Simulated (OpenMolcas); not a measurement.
A ladder of methods for SiH2 (SMILES [SiH2])

The species is SiH2 (3 atoms), meant as a singlet with charge 0. As SMILES, `[SiH2]`. The shape is that of a PBE0-D4/def2-TZVP optimisation.

```xyz
3

Si   -0.4912    0.4686   -0.2136
H     0.8403    0.5786    0.5225
H    -0.3491   -1.0472   -0.3089
```

Each level gives the energy change with the Si1–H2 bond stretched from 1.525 to 2.669 Å (eV). The values are calculated.

| level | kind | program | value (eV) | less FCI/pcseg-0 | CPU time (all runs) |
| --- | --- | --- | --- | --- | --- |
| PBE/pcseg-0 (restricted) | GGA | OpenMolcas | 2.10 | +0.30 | 6.8 s |
| B3LYP/pcseg-0 (restricted) | global hybrid | OpenMolcas | 2.26 | +0.46 | 6.7 s |
| PBE0/pcseg-0 (restricted) | global hybrid | OpenMolcas | 2.33 | +0.53 | 6.1 s |
| B2PLYP/pcseg-0 (restricted) | double hybrid | OpenMolcas | 2.28 | +0.48 | 6.1 s |
| MP2/pcseg-0 (restricted) | perturbation theory | OpenMolcas | 2.30 | +0.50 | 3.2 s |
| CASSCF(2,2)/pcseg-0 | multireference | OpenMolcas | 2.63 | +0.83 | 3.4 s |
| SC-NEVPT2(2,2)/pcseg-0 | multireference | OpenMolcas | 2.31 | +0.51 | 3.2 s |
| CISD/pcseg-0 (restricted) | coupled cluster or CI | OpenMolcas | 1.95 | +0.15 | 3.4 s |
| FCI/pcseg-0 | exact in the basis | OpenMolcas | 1.80 | 0.00 | 4.8 s |

FCI/pcseg-0 is exact within its basis and frozen core, so for wave-function methods in that basis the difference is their error; functionals converge differently with the basis, so for them it is only a difference. The first shape isn't each level's own minimum. The values span 1.80 to 2.63 eV. All rows use very small basis sets, so even the best lies far from the true value. CPU times are rough (shared hosts, several kinds of processor): they show what a rung costs within a factor of a few.

Every approximate level makes the stretch costlier than FCI does, as expected when a closed-shell reference keeps too much ionic character in a breaking Si–H bond. The σ² → σ*² double excitation must then gain weight. CISD includes it variationally and comes within 0.15 eV, the remainder reflecting missing higher excitations that would correlate the other pairs alongside it. MP2 treats it only perturbatively and recovers less.

The surprise is CASSCF(2,2), which should describe a single bond breaking qualitatively well yet gives the highest value, 2.63 eV. Its active space probably holds the silicon lone pair and the empty 3p orbital, the natural frontier pair of a singlet silylene, leaving the stretched bond doubly occupied. The near-coincidence of SC-NEVPT2 (2.31 eV) and MP2 (2.30 eV) fits this reading, so the result is no verdict on a σ/σ* active space.

Among the functionals, PBE gives the lowest value and the hybrids higher ones, consistent with exact exchange penalising a restricted stretched bond. None of these energies is a dissociation limit.
